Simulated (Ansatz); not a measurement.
# Al$_{6}$Ru: do energies and stresses tell the same story?

Level of theory: DFT PBEsol, scalar-relativistic, plane waves, PAW (Ansatz 0.2.0).

Cutoff 420 eV; k points 8×8×4 on the computed 14-atom cell (Γ-centred); Gaussian smearing, width 0.10 eV; no spin polarisation.

Relaxed cell: Cmcm, a = 7.453 Å, b = 6.535 Å, c = 8.941 Å, α = 90.00°, β = 90.00°, γ = 90.00°, 14 atoms in the primitive cell. Whether it is the stable form of this composition wasn't checked.

Energies at zero smearing and pressures from the stress tensor, at volumes with shape and atoms relaxed:
| V (Å³/atom) | E − E(first) (meV/atom) | P (GPa) |
| --- | --- | --- |
| 13.687 | 0.00 | 19.60 |
| 14.154 | -47.94 | 13.49 |
| 14.620 | -79.43 | 8.28 |
| 15.087 | -96.86 | 3.81 |
| 15.554 | -102.27 | 0.00 |
| 16.020 | -97.40 | -3.26 |
| 16.487 | -83.77 | -6.03 |
| 17.109 | -54.21 | -9.09 |

Problem. Check P = −dE/dV between neighbouring volumes, and get the bulk modulus from the pressures alone.

Solution. With 1 eV/Å³ = 160.2 GPa:
```csv
middle V (Å³/atom),−ΔE/ΔV (GPa),mean P (GPa)
13.921,16.460,16.547
14.387,10.815,10.885
14.854,5.985,6.044
15.320,1.856,1.904
15.787,-1.672,-1.632
16.254,-4.680,-4.646
16.798,-7.613,-7.560
```

The two differ by 0.09 GPa at most. The mean of two end pressures misses the average over a step by about ΔV² P″/12, up to 0.08 GPa here; with that taken off 0.01 GPa remains. Around V = 15.554 Å³/atom, the two neighbours give B = −V ΔP/ΔV = 15.554 × 7.07 / 0.933 = 117.9 GPa, against B0 = 117.0 GPa from the Birch–Murnaghan fit of the energies.

Energies and stresses tell the same story: the mean pressure lies slightly above the energy slope in every interval, as it must when P(V) is convex. The gap shrinks on expansion except in the last row, where the volume step is wider. The change of that curvature with volume probably accounts for most of the small excess of 117.9 GPa over the fitted 117.0 GPa: a constant curvature would cancel in a centred difference, but P(V) steepens more on compression than it flattens on expansion.

Physically, the convexity reflects short-range repulsion that stiffens rapidly as the atoms are pushed together, while cohesion weakens more gradually on expansion. The compound is clearly stiffer than elemental aluminium, probably because Ru d states hybridise with Al s and p states and add directional bonding to the metallic cohesion.

The close match suggests that Pulay stress and the volume dependence of the smearing correction are both small. It doesn't test the functional, whose error would enter energies and stresses alike.
